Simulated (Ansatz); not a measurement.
**SiF3 (trifluorosilyl): methods side by side**

The species is SiF3 (4 atoms), meant as a doublet with charge 0. SMILES: `F[Si](F)F`. The coordinates come from a PBE0-D4/def2-TZVP relaxation.

```xyz
4

F     0.7849   -0.5070    1.1517
Si   -0.2828    0.2131    0.2343
F    -0.9943   -0.8922   -0.6443
F     0.4922    1.1862   -0.7416
```

Quantity: the energy change with the F1–Si2 bond stretched from 1.581 to 2.372 Å, in eV. The values are calculated.

```json
{"level": "UHF/STO-3G", "kind": "Hartree–Fock", "program": "Ansatz", "value (eV)": "1.77", "less FCI/STO-3G": "-0.01", "CPU time (all runs)": "1.2 s"}
{"level": "USVWN5/STO-3G", "kind": "LDA", "program": "Ansatz", "value (eV)": "2.52", "less FCI/STO-3G": "+0.74", "CPU time (all runs)": "2.3 s"}
{"level": "UPBE/STO-3G", "kind": "GGA", "program": "Ansatz", "value (eV)": "2.10", "less FCI/STO-3G": "+0.32", "CPU time (all runs)": "4.6 s"}
{"level": "U-r2SCAN0/STO-3G", "kind": "hybrid meta-GGA", "program": "Ansatz", "value (eV)": "2.39", "less FCI/STO-3G": "+0.61", "CPU time (all runs)": "12 s"}
{"level": "U-wB97M-V/STO-3G", "kind": "range-separated hybrid", "program": "Ansatz", "value (eV)": "2.44", "less FCI/STO-3G": "+0.66", "CPU time (all runs)": "48 s"}
{"level": "UB2PLYP/STO-3G", "kind": "double hybrid", "program": "Ansatz", "value (eV)": "2.20", "less FCI/STO-3G": "+0.42", "CPU time (all runs)": "6 s"}
{"level": "RPA@PBE/STO-3G", "kind": "RPA", "program": "Ansatz", "value (eV)": "1.60", "less FCI/STO-3G": "-0.18", "CPU time (all runs)": "5.6 s"}
{"level": "UCCSD/STO-3G", "kind": "coupled cluster or CI", "program": "Ansatz", "value (eV)": "1.84", "less FCI/STO-3G": "+0.06", "CPU time (all runs)": "2.3 s"}
{"level": "UCCSDT/STO-3G", "kind": "coupled cluster or CI", "program": "Ansatz", "value (eV)": "1.79", "less FCI/STO-3G": "+0.01", "CPU time (all runs)": "6.9 s"}
{"level": "FCI/STO-3G", "kind": "exact in the basis", "program": "Ansatz", "value (eV)": "1.78", "less FCI/STO-3G": "0.00", "CPU time (all runs)": "16 s"}
```

FCI/STO-3G is exact within its basis and frozen core, so for wave-function methods in that basis the difference is their error; functionals converge differently with the basis, so for them it is only a difference. The first shape isn't each level's own minimum. The values span 1.60 to 2.52 eV. All rows use very small basis sets, so even the best lies far from the true value. Times are those of the runs behind each value, whatever else they computed, on shared processors of several kinds: orders of magnitude only.

Stretching one Si–F bond costs 1.78 eV at the FCI level, and UHF nearly reproduces this with 1.77 eV. That agreement probably reflects similar correlation energies at the two geometries, helped by a minimal basis with few virtual orbitals, rather than an accurate UHF wave function. The coupled-cluster difference shrinks from +0.06 to +0.01 eV once full triples are included, so a single-reference expansion still works well at this stretch.

The chemistry favours this: as fluorine leaves, the unpaired electron can shift from silicon to fluorine, while the remaining SiF2 fragment tends towards a closed-shell silylene with a lone pair. The strongly polar bond also needs polarisation functions on silicon and flexible functions on fluorine, which the minimal basis lacks.

All the density functionals, including the double hybrid, lie above FCI, whereas RPA lies below it. PBE's being closer than the hybrids is no evidence that it describes the bond better. The energy of a partly stretched bond does not establish the dissociation energy.
